The Temkin isotherm from a uniform distribution of adsorption heats

On many metal films the heat of chemisorption falls steadily as the surface fills, and the coverage at equilibrium grows roughly as the logarithm of the pressure. Both features follow from a surface made of independent Langmuir sites whose binding energies are spread evenly over an interval much wider than RT. The resulting isotherm carries Temkin's name. The derivation treats molecular and dissociative adsorption together, because hydrogen on tungsten is held as atoms.

1. Premises and conventions

A gas molecule yields m identical adsorbed particles, each on one site: m = 1 for molecular adsorption, m = 2 for H₂ → 2 H(ads). Heats are positive for exothermic adsorption and are counted per mole of gas molecules. The standard pressure is p° = 10⁵ Pa.

P1. A site is empty or holds one particle, and adsorbed particles do not interact.
P2. Sites differ only in the ground-state energy of the particle; its vibrational partition function is the same on all sites.
P3. The heats of adsorption of the sites are spread evenly between Q₀ (strongest sites) and Q₀ − ΔQ (weakest sites).
P4. The gas is ideal, and all sites are in equilibrium with it and hence with one another.
P5. The number of sites and their energies change neither with temperature nor with coverage.

Rank the sites by a label s running from 0 (strongest) to 1 (weakest), s being the fraction of sites that bind more strongly than the given one. A fraction ds of all sites then lies between s and s + ds, and P3 states

Q_s = Q₀ − ΔQ s.   (1)

The reduced widths are

f = ΔQ/RT,  g = f/m.   (2)

The lower end of the interval is often written Q₀ − fRT. By P2 and P5 it is ΔQ = fRT that is fixed, so f varies as 1/T.

2. One class of sites

A site of class s has two kinds of state, empty and filled. Let G_s be the molar Gibbs energy of a particle fixed on such a site (ground-state energy plus vibrational free energy) and μ_a the molar chemical potential of the particles. By P1 the grand partition function of the site is 1 + exp[(μ_a − G_s)/RT], and the probability θ_s that it is filled obeys

θ_s/(1 − θ_s) = exp[(μ_a − G_s)/RT].   (3)

Equilibrium with the gas (P4) requires m μ_a = μ° + RT ln(p/p°), where μ° is the standard chemical potential of the gas. Raising (3) to the power m and inserting this gives

[θ_s/(1 − θ_s)]^m = a_s p,  a_s = (1/p°) exp(−ΔG°_s/RT),   (4)

with ΔG°_s = m G_s − μ° = −Q_s − TΔS°. Here Q_s = −ΔH°_s, and ΔS° is the vibrational entropy of m moles of localized particles minus the standard entropy of one mole of gas; the configurational entropy is already in the ratio θ_s/(1 − θ_s). For m = 2 the two atoms of a molecule need not share a class: at equilibrium every atom sees the same μ_a, and Q_s is simply twice the heat per mole of atoms on class s, referred to ½ H₂.

By P2, ΔS° is common to all classes, so (1) and (4) give

a_s = a₀ exp(−f s),  a₀ = (1/p°) exp(ΔS°/R + Q₀/RT).   (5)

The Gibbs–Helmholtz relation applied to (4) yields

d ln a_s/dT = −Q_s/RT²,   (6)

which holds even when Q₀ and ΔS° depend on temperature. Define the reduced pressure variable

y = (a₀p)^(1/m).   (7)

The m-th root of (4), with (5), is θ_s/(1 − θ_s) = y e^(−gs), so that

θ_s = y e^(−gs)/(1 + y e^(−gs)).   (8)

3. Sum over the surface

The total coverage, the fraction of all sites filled, is θ = ∫₀¹ θ_s ds. The numerator of (8) is −1/g times the s-derivative of its denominator, so θ_s = −(1/g) d/ds ln(1 + y e^(−gs)), and the integral is read off at the limits:

θ = (1/g) ln[(1 + y)/(1 + y e^(−g))].   (9)

For molecular adsorption this is

θ = (1/f) ln[(1 + a₀p)/(1 + a₀p e^(−f))],   (10)

and for dissociative adsorption

θ = (2/f) ln[(1 + √(a₀p))/(1 + √(a₀p) e^(−f/2))].   (11)

Equation (9) can be inverted. Exponentiation gives e^(gθ)(1 + y e^(−g)) = 1 + y, which is linear in y:

y = (e^u − 1)/(1 − e^(−v)),  u = gθ,  v = g(1 − θ).   (12)

Exchanging u and v and multiplying gives y(θ) y(1 − θ) = e^(u+v) = e^g. The isotherm plotted against ln y is therefore point-symmetric about θ = 1/2, reached at y = e^(g/2), that is a₀p = e^(f/2) for either m.

Three limits test (9). For g → 0 the logarithm tends to g y/(1 + y), and the Langmuir isotherm returns. For y ≪ 1, expanding both logarithms to first order gives θ ≈ y(1 − e^(−g))/g, proportional to p for m = 1 and to √p for m = 2. For y ≫ e^g, writing ln(1 + z) = ln z + 1/z − … for both gives 1 − θ ≈ (e^g − 1)/(g y), so the surface saturates.

4. The logarithmic range

With ln(1 + y) = ln y + ln(1 + 1/y), equation (9) becomes, exactly,

θ = (1/g) ln y + (1/g)[ln(1 + 1/y) − ln(1 + y e^(−g))].   (13)

The first term in the bracket is small when the strongest class is nearly full (y ≫ 1), the second when the weakest class is nearly empty (y ≪ e^g). Both hold together only if e^g ≫ 1. Since (1/g) ln y = (m/f)(1/m) ln(a₀p), the factor m cancels:

θ ≈ θ_L = (1/f) ln(a₀p)  for 1 ≪ (a₀p)^(1/m) ≪ e^(f/m).   (14)

This is the Temkin isotherm. It has the same form for molecular and dissociative adsorption when ΔQ is counted per mole of gas; only the width of its range differs. With (5) it reads

θ_L = [Q₀ − Q*(p)]/ΔQ,  Q* = −TΔS° − RT ln(p/p°),   (15)

where Q* is the heat of the class that is exactly half full (a_s p = 1). Thus θ_L is the fraction of sites stronger than Q*, as though all of those were full and all weaker ones empty.

The reason this sharp-filling picture works is a symmetry. In terms of heats, (8) is θ_s = 1/{1 + exp[(Q* − Q_s)/mRT]}, a Fermi function. The vacancies on a class lying δ above Q* equal the particles on a class lying δ below it. With equally many sites in both, they cancel. For a general normalized density ρ(Q), smooth on the scale mRT, the difference between θ and the sharp-filling value is ∫₀^∞ [ρ(Q* − δ) − ρ(Q* + δ)] dδ/(1 + e^(δ/mRT)). To first order the bracket is −2δ ρ′(Q*), and ∫₀^∞ x dx/(1 + e^x) = π²/12, so

θ ≈ ∫(Q > Q*) ρ dQ − (π²/6)(mRT)² ρ′(Q*).   (16)

For a flat density this term and all higher ones vanish, and only the edges of the interval spoil the cancellation. The edges are what the bracket in (13) describes.

To express the deviation through the coverage, take the logarithm of (12), using e^u − 1 = e^u(1 − e^(−u)):

θ − θ_L = −(1/g) ln(1 − e^(−u)) + (1/g) ln(1 − e^(−v)).   (17)

The two terms have opposite signs, and for θ < 1/2 the first is the larger. It falls as θ rises and equals a chosen tolerance δθ at

θ* = −(1/g) ln(1 − e^(−g δθ)).   (18)

If θ* < 1/2, then |θ − θ_L| < δθ throughout θ* < θ < 1 − θ*, the upper half following from the symmetry.

5. The differential heat

The isosteric heat is defined by q = RT²(∂ ln p/∂T) at fixed θ. From (4), m ln[θ_s/(1 − θ_s)] = ln a_s + ln p, and with (6) its differential is

dθ_s = (1/m) w_s [d ln p − Q_s dT/RT²],  w_s = θ_s(1 − θ_s).   (19)

Fixed total coverage means ∫ dθ_s ds = 0, hence

q = ∫₀¹ Q_s w_s ds / ∫₀¹ w_s ds = Q₀ − ΔQ ⟨s⟩,   (20)

where ⟨s⟩ is the mean of s with weight w_s. Equation (19) at dT = 0 shows that a small dose added isothermally is shared among the classes in proportion to the same w_s. The enthalpy released per mole of gas in such a dose is therefore also (20): the isosteric heat equals the differential enthalpy of adsorption, provided the layer redistributes as P4 demands. The corresponding differential energy is q − RT, since the gas carries pV = RT per mole.

The weight is w_s = 1/{4 cosh²[(gs − ln y)/2]}, a peak centred on Q* whose full width at half height is 4 arcosh(√2) mRT = 3.53 mRT on the scale of heats. The mean follows from dθ_s/ds = −g w_s, obtained by differentiating (8). Let θ_A and θ_B be the occupations of the strongest (s = 0) and weakest (s = 1) classes. Then ∫ w_s ds = (θ_A − θ_B)/g, and integration by parts gives ∫ s w_s ds = −(1/g)[θ_B − ∫ θ_s ds] = (θ − θ_B)/g. Therefore

q = Q₀ − ΔQ (θ − θ_B)/(θ_A − θ_B).   (21)

In the range (14), θ_A → 1 and θ_B → 0, and

q ≈ Q₀ − ΔQ θ = Q₀ − fRT θ.   (22)

The same result comes from (15): at fixed θ_L the heat Q₀ − Q* is fixed, ln(a₀p) = ΔQ θ/RT, and RT² ∂ ln p/∂T = Q₀ − ΔQ θ by (6). The coverage dependence arises wholly from f ∝ 1/T; treating f as a constant would give q = Q₀ at every coverage, which belongs to a different model whose sites differ in entropy alone.

To write (21) through θ, insert (12) in (8) at s = 0 and s = 1. Using g = u + v,

θ_A = (1 − e^(−u))/(1 − e^(−g)),  θ_B = (e^(−v) − e^(−g))/(1 − e^(−g)),

so that θ_A − θ_B = (1 − e^(−u))(1 − e^(−v))/(1 − e^(−g)) and

⟨s⟩ = [θ(1 − e^(−g)) − e^(−v)(1 − e^(−u))]/[(1 − e^(−u))(1 − e^(−v))] = θ/(1 − e^(−u)) − (1 − θ)/(e^v − 1),

as is confirmed by putting the last form over the common denominator. With 1/(1 − e^(−u)) = 1 + 1/(e^u − 1), ΔQ = g mRT and B(x) = x/(e^x − 1),

q = Q₀ − ΔQ θ − mRT [B(u) − B(v)].   (23)

Because B(0) = 1 and B decays as x e^(−x), the heat at vanishing coverage is Q₀ − mRT + ΔQ/(e^g − 1), not Q₀: the first particles spread thermally over a band of the strongest classes. At saturation q lies above Q₀ − ΔQ by the same amount. Q₀ is the intercept of the straight middle part extrapolated to θ = 0. The correction to the heat, of order mRT u e^(−u), dies more slowly than the correction (17) to the isotherm, which on the scale of heats is of order mRT e^(−u).

6. Range of validity

(a) Width. Equation (14) needs g = ΔQ/mRT well above unity and holds within δθ between θ* and 1 − θ*. It gives negative θ for a₀p < 1 and θ > 1 for a₀p > e^f; near and beyond these points (9) must be used. At given f the dissociative range is narrower than the molecular one.

(b) Shape. The density of heats must be flat over a few mRT around Q*; a slope contributes (16). A surface of a few crystal faces with discrete heats mimics a flat density only if these are comparably populated and spaced by no more than about the width 3.53 mRT.

(c) Entropy. If weaker sites have softer vibrations, so that ΔS° rises by σ s, then ln a_s = ln a₀ − s(ΔQ/RT − σ/R). The isotherm keeps its form with f replaced by ΔQ/RT − σ/R, and its slope no longer gives the slope of the heat curve directly.

(d) Origin of the falling heat. A linear heat curve does not prove P1 and P3. On a uniform surface with mean-field repulsion the heat Q₀ − ΔQ θ applies to all sites alike, and (4) becomes θ/(1 − θ) = y e^(−gθ), or ln y = gθ + ln[θ/(1 − θ)]. At half coverage d ln y/dθ = g + 4, whereas differentiating (12) gives g[1/(1 − e^(−u)) + 1/(e^v − 1)] = g coth(g/4). The two pictures share the heat curve and differ in configurational entropy; they merge only for g ≫ 4.

(e) Equilibrium and stability. Desorption from the classes near Q* must be fast on the time of observation, and the film must neither sinter nor reconstruct. A layer that stays where it lands releases the site-averaged heat Q₀ − ΔQ/2 at all coverages, if all sites are equally accessible.

7. Illustration: hydrogen on a tungsten film

Tungsten is a contact and wiring metal of integrated circuits and meets hydrogen there at several hundred kelvin above room temperature. Take T = 700 K, m = 2, and as approximate inputs Q₀ = 190 kJ/mol and ΔQ = 130 kJ/mol, chosen to reproduce the typical fall of the heat on an evaporated film to about 60 kJ/mol near saturation.

The entropy is estimated from partition functions, nuclear spin being omitted on both sides. For H₂ (molar mass 2.016 g/mol) the Sackur–Tetrode expression R{ln[(2πMkT/h²)^(3/2) kT/p°] + 5/2}, M being the molecular mass, gives 135.3 J/(mol K). The classical rotor with symmetry number 2 and an approximate rotational temperature of 85.3 K gives R[ln(T/(2 × 85.3 K)) + 1] = 20.1 J/(mol K). The vibration is practically unexcited, and the sum is 155.4 J/(mol K). Each adsorbed atom is given three modes with a typical quantum of 0.10 eV, so x = hν/kT = 1.658, and six modes contribute 6R[x/(e^x − 1) − ln(1 − e^(−x))] = 30.0 J/(mol K). Thus ΔS° = −125.4 J/(mol K), used as −125 J/(mol K). In the same model, between 300 K and 700 K the gas gains (7/2)R × 400 K = 11.6 kJ/mol of enthalpy and the six modes 12.4 kJ/mol, so Q₀ falls by only 0.8 kJ/mol and a room-temperature heat curve may be carried over.

Then RT = 5.820 kJ/mol, f = 22.34, g = 11.17, and ln(a₀p°) = 32.65 − 15.03 = 17.61 (from unrounded terms), so a₀ = 4.5 × 10² Pa⁻¹. The formal limits a₀p = 1 and a₀p = e^f lie at 2.2 × 10⁻³ Pa and 1.1 × 10⁷ Pa, 9.7 decades apart. The coverage rises by (ln 10)/f = 0.103 per decade, and half coverage falls at e^(f/2)/a₀ = 1.6 × 10² Pa. The table gives the model's values, with the figures needed to show the approximations (14) and (22); the last column uses θ from (11).

p/Pa | y | θ (11) | θ_L (14) | q (23)/kJ mol⁻¹ | q (22)/kJ mol⁻¹
10⁻³ | 0.667 | 0.046 | −0.036 | 175.1 | 184.1
10⁻¹ | 6.67 | 0.182 | 0.170 | 162.7 | 166.3
10 | 66.7 | 0.377 | 0.376 | 140.3 | 140.9
10³ | 667 | 0.582 | 0.582 | 114.8 | 114.4
10⁵ | 6672 | 0.780 | 0.788 | 91.2 | 88.5

For δθ = 0.01, equation (18) gives θ* = 0.20; by (12) the interval 0.20 < θ < 0.80 spans 0.16 Pa to 1.6 × 10⁵ Pa. Molecular adsorption with the same f would have θ* = 0.07. At θ = 0.20 the heat still lies 3.1 kJ/mol below the straight line, and the end values are 178.4 kJ/mol at θ = 0 and 71.6 kJ/mol at θ = 1. Each dose samples a band of heats 41 kJ/mol wide.

The sizes of the effects left out are as follows. Softening the modes from 0.10 eV to 0.07 eV across the distribution raises their entropy to 45.2 J/(mol K), so σ/R = 1.8, or 8 % of f. If the same heat curve came from mean-field repulsion, d ln y/dθ at half coverage would be 15.2 instead of 11.3, and the coverage would rise by 0.076 per decade instead of 0.102; this ambiguity exceeds the departure of (14) from (11) in the middle range. A residence time estimated as ν⁻¹ exp(Q/RT), with a typical ν = 10¹³ s⁻¹ and the mid-range heat 125 kJ/mol, is 2 × 10⁻⁴ s at 700 K but 6 × 10⁸ s at 300 K, so at room temperature the middle of the isotherm cannot be followed reversibly. A change of 10 kJ/mol in Q₀ moves the pressure scale by a factor 5.6 and θ by 0.077; a change of 10 J/(mol K) in ΔS° moves them by a factor 3.3 and by 0.054.

These numbers are the model's for a rough film that keeps its strong sites. Annealed tungsten exposing low-index faces typically binds hydrogen in a few states between roughly 80 and 140 kJ/mol. With Q₀ = 140 kJ/mol and ΔQ = 60 kJ/mol, equation (11) gives θ = 0.12 at 10 Pa and 700 K, so for a film that has sintered at this temperature the tabulated 0.377 is too high by about a factor of 3, and with g = 5.2 little of the logarithmic range remains.